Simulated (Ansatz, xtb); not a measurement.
**Two isomers of C4H7FGeO**

Structure X: `C=[C]1CC[O][Ge@@H]1[F]`, a singlet. Structure Y: `[F][Ge@@H]1[CH2]C=CO[CH2]1`, a singlet. Both are isolated molecules in the gas phase, relaxed with r2SCAN-D4/def2-SVP; the shapes shown needn't be the lowest conformers.

X (Å):

```
atom    x (Å)    y (Å)    z (Å)
   C   0.2551  -1.2893   1.6818
   C  -0.0350  -0.2458   0.8947
   C   0.3760  -0.0391  -0.5432
   C  -0.7922   0.6371  -1.2892
   F  -0.2565   2.6319   1.9153
  Ge  -1.1569   1.2876   1.2631
   O  -1.4042   1.6297  -0.4713
   H   0.8711  -2.1244   1.3231
   H  -0.1000  -1.3545   2.7156
   H   1.2478   0.6429  -0.5637
   H   0.6796  -0.9796  -1.0330
   H  -1.5418  -0.1274  -1.5741
   H  -0.4399   1.1206  -2.2155
   H  -2.4535   1.2580   2.0698
```

Y (Å):

```xyz
14

C    -0.2092    1.3200    0.4450
C     0.8334    1.1604    1.5199
C     0.8132    0.3734    2.6145
C    -1.5103   -0.2504    2.6989
F    -1.3743   -1.3790   -0.0859
Ge   -1.6871    0.1102    0.7829
O    -0.1550   -0.4438    3.0981
H    -3.0919    0.5529    0.3501
H     0.2166    1.0720   -0.5439
H    -0.5647    2.3641    0.3673
H     1.7674    1.7186    1.3852
H     1.6968    0.3114    3.2587
H    -2.0572   -1.1499    3.0163
H    -1.9359    0.6143    3.2485
```

Task: Estimate which is lower in electronic energy at CCSD(T)/def2-SVP + ΔMP2/def2-TZVPP, and by roughly how much.

Result: The CCSD(T)/def2-SVP + ΔMP2/def2-TZVPP calculation puts structure X lower, by 19.1 kcal/mol.

The same difference at several levels:

| level | geometry | E(Y) − E(X) (kcal/mol) | departure from the last row (kcal/mol) | job, with rough time for the two |
| --- | --- | --- | --- | --- |
| GFN2-xTB | GFN2-xTB | +15.6 | −3.5 | optimisation, 0.25 s |
| HF/STO-3G | GFN2-xTB | +7.1 | −12.0 | single point, 0.5 s |
| r2SCAN-D4/def2-SVP//GFN2-xTB | GFN2-xTB | +14.9 | −4.2 | single point, 4.3 s |
| r2SCAN-D4/def2-SVP | r2SCAN-D4/def2-SVP | +14.3 | −4.7 | optimisation, 77 s |
| HF/def2-SVP | r2SCAN-D4/def2-SVP | +18.6 | −0.5 | part of the CCSD(T) run |
| MP2/def2-SVP | r2SCAN-D4/def2-SVP | +19.7 | +0.6 | part of the CCSD(T) run |
| CCSD(T)/def2-SVP | r2SCAN-D4/def2-SVP | +19.0 | −0.1 | single point |
| CCSD(T)/def2-SVP + ΔMP2/def2-TZVPP | r2SCAN-D4/def2-SVP | +19.1 |  | single point, 1.9 min |

As drawn, Y has 1 C–Ge, 1 C–O in place of 1 C–C, 1 Ge–O. Structure X has a 5-membered ring, Y a 6-membered ring.

None of the levels shown reverses the order. The largest departure from CCSD(T)/def2-SVP + ΔMP2/def2-TZVPP is that of HF/STO-3G, 12.0 kcal/mol. The last row adds to CCSD(T) the change of the MP2 difference between the two basis sets, here +0.1 kcal/mol.

With thermal terms from frequencies at re-optimised GFN2-xTB minima (ideal gas, soft modes damped towards free rotors, one conformer each, 298.15 K, 1 atm): on the last row, ΔE + ΔZPE = +18.3, ΔH = +18.3, ΔG = +18.1 kcal/mol.

The correlated steps freeze 15 core orbitals; the filled d shell of Ge is correlated, in a basis made for valence electrons. Programs: Ansatz 0.2.0, xtb 6.7.1; the last row on 4 threads of Arm Neoverse V1 on a shared host.

The preference for X is best understood as a bond exchange: X has a Ge–O and a C–C bond where Y has a Ge–C and a C–O bond. Germanium is much less electronegative than carbon, so its bond to oxygen gains strongly from ionic character, and fluorine on the same germanium probably reinforces this by making the centre more electrophilic. Y recovers some energy through conjugation of the oxygen lone pair with the C=C bond, but evidently not enough to offset the exchange. Any extra strain in the five-membered ring of X is likewise outweighed.

Hartree–Fock in def2-SVP already gives +18.6 kcal/mol, so the net correlation contribution to the difference is small. The much smaller gap in STO-3G probably reflects a minimal basis too rigid to describe the polarised Ge–O bond. Thermal terms barely alter the gap, so the preference is essentially electronic rather than entropic. This ordering says nothing about the barrier to interconversion, which would require breaking and remaking ring bonds.
